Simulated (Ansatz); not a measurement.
Ligand exchange: BH(CH3)F + C2H7NZn → BH(CH3)(NH2) + C2H5FZn

Species: BH(CH3)F, singlet; C2H7NZn `C[CH2][Zn][NH2]`, singlet; BH(CH3)(NH2), singlet; C2H5FZn `C[CH2][Zn][F]`, singlet. The partners trade F for NH2: B–F and Zn–NH2 bonds give way to B–NH2 and Zn–F.

Shapes, held fixed at every level: PBE0-D4/def2-TZVP. Programs: Ansatz 0.2.0. The zero-point and thermal change to 298 K, harmonic and unscaled (PBE0-D4/def2-TZVP), is +5.8 kJ/mol.

Q: Estimate ΔH(298 K) of this reaction.

A: wB97X-V/def2-TZVPP gives ΔH(298 K) = -56.2 kJ/mol; the levels span -62.6 to -55.1. The median of the levels is -56.0. No measured value is set beside it here. Relativity is left out for Zn unless named.

```
                level                    kind  ΔH(298 K) (kJ/mol)
          HF/def2-SVP            Hartree–Fock               -62.6
        HF/def2-TZVPP            Hartree–Fock               -55.8
     SPW92/def2-TZVPP                     LDA               -55.8
   PBE0-D4/def2-TZVPP           global hybrid               -57.9
r2SCAN0-D4/def2-TZVPP           global hybrid               -56.0
   wB97M-V/def2-TZVPP  range-separated hybrid               -55.1
   wB97X-V/def2-TZVPP  range-separated hybrid               -56.2
```

The exchange is clearly exothermic at every level, so amide prefers boron and fluoride prefers zinc in these molecules. B–F is itself a very strong bond, so the driving force is a difference of differences: replacing fluoride by amide costs less at boron than the reverse replacement gains at zinc. The likely reason is π bonding. Nitrogen is a better lone-pair donor than fluorine into the empty boron p orbital, which offsets much of the loss of the polar B–F bond. Zinc, with its filled d shell and high-lying 4p orbitals, gains little from such donation, and its more ionic bonding favours the small, electronegative fluoride.

Hartree–Fock and LDA coincide at -55.8 kJ/mol in the larger basis, which suggests that correlation errors largely cancel when bonds are exchanged between closed-shell molecules. The outlier, -62.6 kJ/mol, reflects the small basis rather than missing correlation. The preference need not carry over quantitatively to condensed phases, where zinc fluorides and amides tend to aggregate through bridging ligands.
